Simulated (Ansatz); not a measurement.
**Trial structures of Te4W: starts and ends**

The calculation used DFT PBE, scalar-relativistic, plane waves, PAW (Ansatz). Settings: cutoff 420 eV, Γ-centred meshes spaced at most about 0.3 Å⁻¹, and about 0.25 Å⁻¹ or finer for metals (2π included), Gaussian smearing. No spin polarisation in the final relaxations.

Each guess was relaxed in cell and atoms at zero pressure, within the symmetry of its start. Temperature and zero-point effects are left out. Coordination counts Te atoms around W (those within 1.25 times the shortest such distance or 1.15 times the sum of covalent radii).

| guess | made from | start group | V start (Å³/atom) | end group | V end (Å³/atom) | coordination at the end | gap on mesh (eV) | E over the lowest end (meV/atom) |
| --- | --- | --- | --- | --- | --- | --- | --- | --- |
| 1 | random cell | R-3m | 31.6 | R-3m | 35.6 | W 6 | 0 | 1149 |
| 2 | Ni4N type | Pm-3m | 31.6 | Pm-3m | 29.7 | W 6 | 0 | 335 |
| 3 | random cell | P4/mmm | 33.9 | P4/mmm | 31.4 | W 8 | 0 | 627 |
| 4 | FeCl4 type | Cmmm | 30.4 | Cmmm | 29.9 | W 6 | 0 | 0 |
| 5 | Hg4Pt type | Im-3m | 31.4 | ? | ? | ? | ? | ? |

Guess 5 as it starts:

Space group Im-3m (No. 229). a = 6.795 Å, b = 6.795 Å, c = 6.795 Å, α = 90.00°, β = 90.00°, γ = 90.00°
```tsv
atom	site	symmetry	x	y	z
Te	8c	.-3m	0.2500	0.2500	0.7500
W	2a	m-3m	0.0000	0.0000	0.0000
```

Question: Predict the end of this guess and its energy over the lowest end.

Answer: It ends in space group Im-3m (No. 229), with a = 6.676 Å, 29.7 Å³/atom and no gap. It lies 0.52 eV/atom over the lowest end, above guess 2 and below guess 3. Counting Te atoms around W, this end has W 8 and the lowest (guess 4) has W 6.

```
CELL_PARAMETERS angstrom
-3.33782 3.33782 3.33782
3.33782 -3.33782 3.33782
3.33782 3.33782 -3.33782
ATOMIC_POSITIONS crystal
Te 0.00000 0.00000 0.50000
Te 0.50000 0.00000 0.00000
Te 0.00000 0.50000 0.00000
Te 0.50000 0.50000 0.50000
W 0.00000 0.00000 0.00000
```

Energies over the elements count from the elements' standard structures at the same level, with no fitted energy shifts.

Question: Is the lowest end bound against the elements?

Answer: No: its formation energy is +0.22 eV/atom. It can't be a ground state, since the elements alone are lower.

Weakly bound directions are ill-defined at this level, which has no dispersion term (Cmmm, P4/mmm), and this can change margins and order among such cells. Spin–orbit coupling, which can matter for Te and W, is left out. A magnetic state wasn't ruled out in cells without spin, among them Im-3m, R-3m. The reference form of Te is held partly by dispersion forces, which this level lacks. Cells relaxed within their symmetry can be saddle points. A lower structure may well exist outside this small set. Some types were kept out of the candidates beforehand, so the set may lack a known form.

Neither coordination number nor density alone sets the energy order. Six-coordinate W occurs in both the lowest and the highest end, and the Cmmm cell is slightly less dense than the Pm-3m and Im-3m cells that lie well above it. The electron count offers a likely reason. Tungsten has too few valence electrons to turn four Te atoms into isolated telluride ions, so a favourable structure at this composition should contain Te–Te bonds. In the Im-3m end, Te forms an undistorted simple cubic network with W in some of its cubes. Its positions are fixed by symmetry, so the Te atoms can't pair or split their contacts into short and long ones, as p-bonded tellurium tends to do. This probably contributes to both its high energy and its missing gap.

The positive formation energy rules out the Cmmm cell as a ground state at this level, but not every arrangement of this composition. Even a structure bound against the elements would still have to compete with the known layered ditelluride plus tellurium.
